## Reading the bands of rutile-type SiO2

Stishovite is the form of SiO2 with the rutile structure. Its cell holds two silicon atoms, one at the corner and one at the body centre, each with six oxygen neighbours. The table gives its Kohn-Sham band energies at six k-points: Gamma, the centre of the Brillouin zone, and five points on its boundary. Band v1 is the highest filled band, v2 and v3 lie below it, and c1 and c2 are the two lowest empty bands.

Kohn-Sham bands of rutile-type SiO2 (P4_2/mnm, 6-atom cell, not relaxed), computed with Ansatz 0.2.0 using r2SCAN, plane waves with a 500 eV cutoff and generated PAW datasets, scalar-relativistic. The calculation is not spin-polarised and uses a Gamma-centred 6x6x9 k-mesh and Fermi-Dirac smearing of 0.1 eV.

```tsv
k-point	coordinates (reciprocal vectors of the computed cell, not always the standard one)	band v3 (eV from the Fermi level)	band v2 (eV from the Fermi level)	band v1 (eV from the Fermi level)	band c1 (eV from the Fermi level)	band c2 (eV from the Fermi level)	c1 less v1 (eV)
Gamma	0 0 0	-4.06	-4.06	-3.19	3.10	4.42	6.29
X	0 0.5 0	-5.86	-4.25	-4.25	5.35	5.35	9.60
M	0.5 0.5 0	-5.83	-5.46	-5.46	5.07	5.07	10.53
Z	0 0 0.5	-6.23	-5.85	-5.85	6.81	6.81	12.66
R	0 0.5 0.5	-5.46	-4.96	-4.96	6.52	6.52	11.48
A	0.5 0.5 0.5	-4.95	-4.76	-4.76	4.85	4.85	9.61
```

### 1. Where is the gap, and is it direct?

Band v1 is highest at Gamma, and c1 is lowest there too. The gap is therefore direct, with a width of 6.29 eV, and the regular k-mesh of the same calculation puts both edges at the same place. The cheapest way to pair Gamma with another point in the table starts from v1 at X and costs 7.35 eV, about 1 eV more. "Direct" means only that both edges share one k-point; how strongly light drives the transition also depends on the symmetry of the two states.

### 2. At Z, c1 lies 12.66 eV above v1. Is the gap larger there?

A crystal has one gap, set by the highest filled and the lowest empty level anywhere in the zone. The value at Z is a vertical distance between two bands. It is larger than at Gamma because both bands move: v1 sinks and c1 rises. The valence side supplies from about a third to slightly over half of the widening, depending on the point, so neither band can be treated as flat.

This matters for sampling. Someone who looked only at the five boundary points would take the highest v1, at X, and the lowest c1, at A, and report $4.85+4.25=9.10$ eV. A k-mesh meant to give the gap of this crystal has to include Gamma.

### 3. Which digits of the gap can be trusted?

The second decimal is good for comparing rows, since all of them come from one calculation. As a property of real stishovite, 6.29 eV is much less certain. Semilocal functionals, r2SCAN among them, give Kohn-Sham gaps that are too small, typically by electronvolts in wide-gap oxides. The cell is also stretched: its calculated pressure is about −4 GPa, so it would shrink if relaxed, and the gap would shift.

The zero of energy deserves no trust at all. In an insulator the Fermi level may be placed anywhere inside the gap, and another choice would move every band by the same amount. The −3.19 eV of v1 at Gamma is thus no ionisation energy, while the distance from v1 to c1 is unaffected.

### 4. Why do the bands come in pairs at every point except Gamma?

At the five boundary points v1 equals v2 and c1 equals c2. Symmetry forces this. The rutile structure has a screw operation: a half turn about an axis along the cell edge $b$, followed by a shift of half the cell diagonal. Done twice, it amounts to a plain translation by $b$.

At X, M, R and A the second coordinate of the k-point is 1/2, so this translation multiplies a wave function by −1. At these points wave functions can be chosen real. A state without a partner would have to return from one screw operation as itself times +1 or −1, and from two as itself times +1. That contradicts the −1, so each state needs a partner of equal energy.

At Z the same screw turns a state that is even under inversion into an odd one, which again makes a pair. At Gamma every translation gives +1 and the argument lapses: v1 is single. The equality of v2 and v3 there has another origin, the fourfold symmetry that makes the two in-plane directions equivalent.

### 5. What would change if vanadium replaced silicon?

The 32 electrons treated here fill 16 bands, which are eight complete pairs at each boundary point. A gap can open above them. Vanadium brings one more valence electron than silicon, hence two more per cell, enough for a seventeenth band.

Seventeen is odd, so a gap above these bands would have to split a pair at the boundary. As long as the structure keeps its symmetry and carries no magnetism, that is forbidden, and band theory allows only a metal or a semimetal. Rutile VO2 is indeed metallic, and its insulating form has a distorted, larger cell. Titanium, with as many valence electrons as silicon, leaves the count even and permits a gap.

### 6. Why is c1 lowest at Gamma?

The conduction-band minimum of stishovite is known to have strong s character. The simplest picture puts one s-like orbital on each silicon site and lets an electron hop between sites, in reality by way of the oxygen atoms. With $k_1,k_2,k_3$ the coordinates in the table, the energy is

$$E=E_0+2t_a(\cos 2\pi k_1+\cos 2\pi k_2)+2t_c\cos 2\pi k_3\pm 8t'\cos\pi k_1\cos\pi k_2\cos\pi k_3 .$$

Here $E_0$ is the energy of the orbital, $t_a$ and $t_c$ describe hops along the cell edges, and $t'$ describes hops from a silicon atom to its eight neighbours at the body centres.

The last term carries the argument. If any coordinate is 1/2, the contributions of the eight neighbours cancel, and the two signs give one energy, in line with the pairs of question 4. At Gamma all eight act together and push one combination down. If $t'$ is large enough compared with the other hops, c1 is single and lowest at Gamma.

### 7. Does the picture survive a number?

It makes a testable claim. Going from X to M, from Z to R, or from R to A changes one in-plane coordinate from 0 to 1/2, and each step should alter c1 by the same $-4t_a$. From Z to R the change is $6.52-6.81=-0.29$ eV, and from X to M it is nearly the same. Repeating the step from R, without using the value at A, predicts $6.52-0.29=6.23$ eV there. The calculation gives 4.85 eV, so the estimate is 1.4 eV too high.

The second empty band at Gamma doesn't fit simply either. With the step from X to M, the picture puts the raised partner of c1 at Gamma near 8.2 eV, while c2 lies at 4.42 eV. Either c2 there is a band of another kind, or the picture is too simple.

A free electron does no better. Its kinetic energy reproduces the rise of c1 from Gamma to X within about 0.1 eV, but at A it gives 9.5 eV where the bands rise by 1.75 eV. The analysis printed below compares all the points.

The names v1 and c1 follow the order in energy, so c1 at A may belong to a different family of orbitals from c1 at R. Longer hops within the same family could also lower it. The table can't separate the two effects; following the orbital make-up of the band from R to A would help.

What stands from question 6 is the cancellation at the boundary, which rests on the same symmetry as the pairs. How much of the drop at Gamma is due to the eight neighbours, and how much to longer hops or to a change of orbitals along the band, remains open.

Output of the analysis:

```
Shifts from Gamma in eV:
    row  fall of v1  rise of c1  widening  free-electron rise  free less computed
  Gamma           0           0         0                   0                   0
      X        1.06        2.25      3.31                2.13             -0.1204
      M        2.27        1.97      4.24               4.259               2.289
      Z        2.66        3.71      6.37               5.237               1.527
      R        1.77        3.42      5.19               7.366               3.946
      A        1.57        1.75      3.32               9.496               7.746
Spacings at the same point in eV:
    row  v1 less v2  v2 less v3  c2 less c1
  Gamma        0.87           0        1.32
      X           0        1.61           0
      M           0        0.37           0
      Z           0        0.38           0
      R           0         0.5           0
      A           0        0.19           0
smallest valence share of the widening, percent: 32.02
largest valence share of the widening, percent: 53.54
direct separation at Gamma, eV: 6.29
from the highest v1 outside Gamma to c1 at Gamma, eV: 7.35
from v1 at Gamma to the lowest c1 outside Gamma, eV: 8.04
drop of c1 from X to M, eV: 0.28
drop of c1 from Z to R, eV: 0.29
drop of c1 from R to A, eV: 1.67
c1 at A if the step from Z to R were repeated, eV: 6.23
that estimate less the computed c1 at A, eV: 1.38
filled bands: 16
filled pairs of bands at a corner: 8
```
